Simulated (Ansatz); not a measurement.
Electron–phonon coupling and T_c of TiRe (computed with Ansatz 0.2.0)

Space group Pm-3m (No. 221), 2 atoms in the cell of the first input below: a = 3.082 Å, b = 3.082 Å, c = 3.082 Å, α = 90.00°, β = 90.00°, γ = 90.00°.

The structure is a measured one, not always of the ambient phase, relaxed without spin–orbit coupling to zero pressure (pressure 0.0 GPa with this functional, without spin–orbit coupling). Functional: PBEsol.

Input:

```yaml
crystal:
  lattice:
    - [3.0818222032, 0.0, 0.0]
    - [0.0, 3.0818222032, 0.0]
    - [0.0, 0.0, 3.0818222032]
  atoms:
    - { symbol: Ti, position: [0.5, 0.5, 0.5] }
    - { symbol: Re, position: [0.0, 0.0, 0.0] }
basis:
  ecutwfc: 420
  ecutrho_ratio: 4
kpoints:
  mp_grid: { grid: [12, 12, 12] }
hamiltonian:
  xc: pbesol
scf:
  occupations: { method: methfessel_paxton, width: 0.2 }
output: {}
phonons:
  supercell: [2, 2, 2]
  qpath:
    path:
      - [[0.0, 0.0, 0.0], [0.0, 0.5, 0.0], [0.5, 0.5, 0.0], [0.0, 0.0, 0.0], [0.5, 0.5, 0.5], [0.0, 0.5, 0.0]]
      - [[0.5, 0.5, 0.5], [0.5, 0.5, 0.0]]
    npoints: 6
  electrical_resistivity: { mesh: [24, 24, 24], temperatures: [50, 100, 200, 300, 500] }
  superconductivity: { mesh: [24, 24, 24], eliashberg_equations: false }
```

```bash
ansatz run input.yaml --threads 8 --pin off --max-ram 15360MiB --backend cpu --events-out ev --progress --plain --runs-dir out
```

Time: 89 s on 8 threads of Intel(R) Xeon(R) Platinum 8259CL CPU @ 2.50GHz (Skylake/Cascade Lake), on a shared host, peak memory 2.7 GiB.

On the finest mesh λ = 0.2842, ω_log = 21.011 meV, N(E_F) = 0.599 states per eV, spin and cell. λ by mesh: 24×24×24 0.284, 12×12×12 0.296, 6×6×6 0.489.

Task: What T_c does McMillan's formula in the Allen–Dynes form give for μ* = 0.10?

Result: T_c = (ω_log/1.2) exp[−1.04(1+λ)/(λ − μ*(1+0.62λ))] = (243.82 K/1.2) × exp(−1.3356/0.1666) = 0.07 K. λ still moved by 4 % between the two finest meshes, so T_c isn't settled to the digits shown. By mesh, finest first, the same formula gives 0.07, 0.10, 2.63 K.

| μ* | McMillan (K) | Allen–Dynes with strong-coupling factors (K) |
| --- | --- | --- |
| 0.08 | 0.18 | 0.18 |
| 0.10 | 0.07 | 0.07 |
| 0.12 | 0.02 | 0.02 |
| 0.13 | 0.01 | 0.01 |
| 0.14 | 0.00 | 0.00 |
| 0.16 | 0.00 | 0.00 |
| 0.20 | 0.00 | 0.00 |

Caveats: a T_c this low hangs on μ* by orders of magnitude and means in effect no superconductivity; no spin-orbit coupling, which matters for these elements; small supercell, couplings not converged in it; λ is not converged in the mesh, and T_c depends on it steeply.

TiRe comes out as a weak-coupling metal in which the pairing strength, not the phonon energy scale, keeps T_c low. An ω_log of 21.011 meV would allow a sizeable T_c if the coupling were stronger, but with λ = 0.2842 the Coulomb pseudopotential cancels much of the attraction, and the small remainder enters an exponential. The strong-coupling factors change nothing at the printed precision, as expected when λ is this small.

The weak coupling probably starts with the modest density of states at the Fermi level, 0.599 states per eV, spin and cell. In ordered bcc-type alloys of early and later transition metals, d–d hybridisation opens a pseudogap between bonding and antibonding states, and the electron count of TiRe suggests a Fermi level on or near its lower flank. Strong d bonding also stiffens the lattice, which lowers λ further for a given electronic matrix element. The total λ alone can't separate these contributions; that would take the mode-resolved coupling and the projected density of states.
